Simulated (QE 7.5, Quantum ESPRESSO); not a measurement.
# Nearest-neighbour distance in fcc lead: PBEsol and PBE cell relaxations against a quoted reference

## The measurement

The quantity to be reproduced is the Pb–Pb nearest-neighbour distance in bulk lead, 3.5 Å. It is taken from "On the floating of the topological surface state on top of a thick lead layer: The case of the Pb/Bi2Se3 interface" (2023, arXiv:2308.13316), where it appears in passing in the theory part, as an experimental reference for a superlattice model. The paper quotes it from earlier work and gives neither its origin nor a temperature. My own reading is that it is a rounded room-temperature distance derived from the lattice parameter of the fcc phase, not a separate measurement of a bond. In an fcc crystal the two are equivalent, since the neighbour distance is the cubic edge divided by √2.

| compared with | measured | source's wording or label | method |
| --- | --- | --- | --- |
| Pb-Pb, nearest (Å) | 3.5 | Pb-Pb nearest-neighbour distance | not stated |

Conditions are those given with the value in the passage it was taken from; "not stated" means there, and the paper may say more elsewhere.

## Model and target

The aim is to predict the Pb–Pb distance by relaxing the one-atom fcc cell, without using the measured length as a constraint. I count agreement within 0.5 % as success. Common density functionals spread over a per cent or more in the lattice constants of heavy metals, so this target can tell a suitable functional from an unsuitable one. It is also about as strict as a static calculation deserves here: lead is soft, and warming to room temperature lengthens its distances by roughly half to one per cent, which the relaxation leaves out.

I go straight to PBEsol, which was built for equilibrium volumes of densely packed solids. I skip a fixed-cell relaxation altogether: with one atom on a symmetry site nothing can move, and the starting distance would simply come back. After the main result I intend to put a neighbouring functional beside it and to test the numerical settings. Spin–orbit coupling is strong in lead, but I expect it to matter far more for the bands than for the bond length, and I leave it out.

System: Pb (Lead); Fm-3m (No. 225), 1 atom in the cell used, edges 3.5002, 3.5002, 3.5002 A, angles 60.00, 60.00, 60.00 deg; cell from a published crystal structure.

## 1. PBEsol relaxation of the fcc cell

This is the level I expect to carry the verdict. LDA usually binds heavy metals too tightly and PBE too loosely; PBEsol should fall between them. For a static cell I expect a distance slightly below the room-temperature reference.

**Run 1.** QE 7.5: PBEsol, pw.x with GBRV ultrasoft files, cell and atoms relaxed, cutoff 45 Ry, mesh 14x14x14, Fermi-Dirac 0.1 eV.

Key lines of the input:
```
&control
   calculation='vc-relax'
   forc_conv_thr=2.0e-04, etot_conv_thr=1e-05, nstep=60, tstress=.true., tprnfor=.true.
/
&system
   ibrav=0, nat=1, ntyp=1
   ecutwfc=45, ecutrho=360
   occupations='smearing', smearing='fd', degauss=0.0073
/
&electrons
   conv_thr=1.0e-09, mixing_beta=0.5, electron_maxstep=100
/
&ions
/
&cell
   press_conv_thr=0.2
/
ATOMIC_SPECIES
Pb 1.0 Pb.gbrv-pbesol.upf
CELL_PARAMETERS angstrom
  0.00000000 2.47502000 2.47502000
  2.47502000 0.00000000 2.47502000
  2.47502000 2.47502000 0.00000000
ATOMIC_POSITIONS crystal
Pb   0.00000000 0.00000000 0.00000000
K_POINTS automatic
14 14 14 0 0 0
```

Command:
```
OMP_NUM_THREADS=1 pw.x -in relax.in > relax.out
```

Selected lines of the output:
```
          total   stress  (Ry/bohr**3)                   (kbar)     P=        0.09
     new unit-cell volume =    201.87005 a.u.^3 (    29.91405 Ang^3 )
CELL_PARAMETERS (angstrom)
  -0.000000000   2.463854726   2.463854726
```

Converged; 2.1 min on 1 core of Arm Neoverse N1, shared host.

| quantity | run 1 | measured | deviation |
| --- | --- | --- | --- |
| Pb-Pb, nearest (Å) | 3.484 | 3.5 | −0.016 (−0.4 %) |
| cell edge a (Å) | 4.928 |  |  |
| volume per atom (Å³) | 29.91 |  |  |

PBEsol gives a Pb–Pb distance of 3.484 Å, 0.016 Å below the reference. That is within the target and on the side I expected, but close enough to its lower edge that a small numerical shift could carry the result out. The small pressure after the final rebuild of the basis shows that the cell is relaxed at these settings; it does not show that cutoff and k-point mesh are converged.

## 2. PBE for scale, with tighter settings

I now set PBE beside PBEsol and repeat the PBE relaxation twice, once with a higher cutoff and once with a denser mesh. Changing one setting at a time keeps the two effects apart. I expect PBE to give a longer distance than PBEsol, probably above the reference.

The mesh test matters because lead is a metal and its Fermi surface has to be sampled well. These tests check convergence for PBE with its own pseudopotential; for PBEsol they are only a guide to how sensitive lead is to the sampling.

**Run 2.** QE 7.5: PBE, pw.x with SSSP efficiency files, cell and atoms relaxed, cutoff 60 Ry, mesh 14x14x14, Fermi-Dirac 0.1 eV.

Key lines of the input, as changed from run 1:
```diff
  &system
-    ecutwfc=45, ecutrho=360
+    ecutwfc=60, ecutrho=480
- Pb 1.0 Pb.gbrv-pbesol.upf
+ Pb 1.0 Pb.sssp-pbe.upf
```

Selected lines of the output:
```
CELL_PARAMETERS (angstrom)
   0.000000000   2.518201263   2.518201263
```

Converged; 5.2 min on 1 core of Intel Xeon Platinum 8488C (Sapphire Rapids), shared host.

**Run 3.** QE 7.5: PBE, pw.x with SSSP efficiency files, cell and atoms relaxed, cutoff 80 Ry, mesh 14x14x14, Fermi-Dirac 0.1 eV.

Key lines of the input, as changed from run 2:
```diff
  &system
-    ecutwfc=60, ecutrho=480
+    ecutwfc=80, ecutrho=480
```

Selected lines of the output:
```
CELL_PARAMETERS (angstrom)
  -0.000000000   2.520054103   2.520054103
```

Converged; took 7.7 min.

**Run 4.** QE 7.5: PBE, pw.x with SSSP efficiency files, cell and atoms relaxed, cutoff 60 Ry, mesh 19x19x19, Fermi-Dirac 0.1 eV.

Key lines of the input, as changed from run 2:
```diff
- 14 14 14 0 0 0
+ 19 19 19 0 0 0
```

Selected lines of the output:
```
CELL_PARAMETERS (angstrom)
  -0.000000000   2.518429031   2.518429031
```

Converged; took 11 min.

| quantity | run 2 | run 3 | run 4 | measured |
| --- | --- | --- | --- | --- |
| Pb-Pb, nearest (Å) | 3.561 | 3.564 | 3.562 | 3.5 |
| cell edge a (Å) | 5.036 | 5.040 | 5.037 |  |
| volume per atom (Å³) | 31.94 | 32.01 | 31.95 |  |

PBE gives 3.561 Å at the base settings, well above the reference and outside the target. The denser mesh lengthens this by less than 0.001 Å and the higher wavefunction cutoff by 0.003 Å, so the PBE miss does not come from either setting. It fits PBE's familiar tendency to bind heavy metals too weakly, although the two functionals were run with different pseudopotentials and part of their separation may come from that.

For PBEsol the tests are less comfortable. Its distance lies only about 0.002 Å inside the lower limit of the target, and the cutoff alone moved PBE by more than that. I can't carry the PBE shift over to another functional and pseudopotential, in size or in sign. PBEsol therefore meets the target as computed, but I did not test its own cutoff and mesh, and the pass has little room to spare. Its advantage over PBE is much larger than the shifts seen here, and I stop at this point.

## Collected results

| run | settings | Pb-Pb, nearest (Å) | deviation | cost |
| --- | --- | --- | --- | --- |
| 1 | PBEsol, pw.x with GBRV ultrasoft files, cutoff 45 Ry, mesh 14x14x14 | 3.484 | −0.016 (−0.4 %) | 2.1 core-min |
| 2 | PBE, pw.x with SSSP efficiency files, cutoff 60 Ry, mesh 14x14x14 | 3.561 | +0.061 (+1.8 %) | 5.2 core-min |
| 3 | PBE, pw.x with SSSP efficiency files, cutoff 80 Ry, mesh 14x14x14 | 3.564 | +0.064 (+1.8 %) | 7.7 core-min |
| 4 | PBE, pw.x with SSSP efficiency files, cutoff 60 Ry, mesh 19x19x19 | 3.562 | +0.062 (+1.8 %) | 11 core-min |
|  | measured | 3.5 |  |  |

## Outcome

PBEsol meets the target: its relaxed cell gives a Pb–Pb distance of 3.484 Å against the reference of 3.5 Å, a deviation of −0.4 % where 0.5 % was allowed. The run took about two core-minutes. The pass is narrow, and the cutoff and k-point mesh were not tested for PBEsol itself.

PBE misses, with distances 1.8 % too long. The denser mesh and the higher wavefunction cutoff moved its result by less than 0.001 Å and by 0.003 Å, so neither explains the miss. These two runs secured the PBE result, but the effort would have served the verdict better if spent on PBEsol. Since the pseudopotentials changed along with the functional, the runs can't assign the whole difference between the two levels to the functional.

The PBEsol shortfall has the sign expected of a static lattice. If the reference is a room-temperature distance, as I suspect, thermal expansion of roughly half a per cent or somewhat more would remove the shortfall and could leave PBEsol slightly too long. The same allowance would bring a static PBE value further from experiment. I therefore read the PBEsol agreement as reasonable physics for a densely packed metal, with some cancellation between the missing expansion and the remaining errors of the method possible. Spin–orbit coupling was left out, and its effect on the distance was not examined here.

The reference itself limits what can be concluded. It is a value quoted in passing, probably rounded and derived from the lattice parameter, with no temperature given. It is good enough to show PBE's overestimate, but not to resolve what remains of the PBEsol error.

[Logs are printed without paths, hosts, clocks, repeated set-up lines and the standing remarks that a program may print on its own settings, such as how far it seeks lower states.]

[The runs shown are a pick from a larger set of finished runs; failed, doubtful and other runs were left out of it ahead of writing. So were measured values far from every level or from commonly accepted values, and agreement can look better than it is. Lines of input and output are excerpts and may be shortened.]
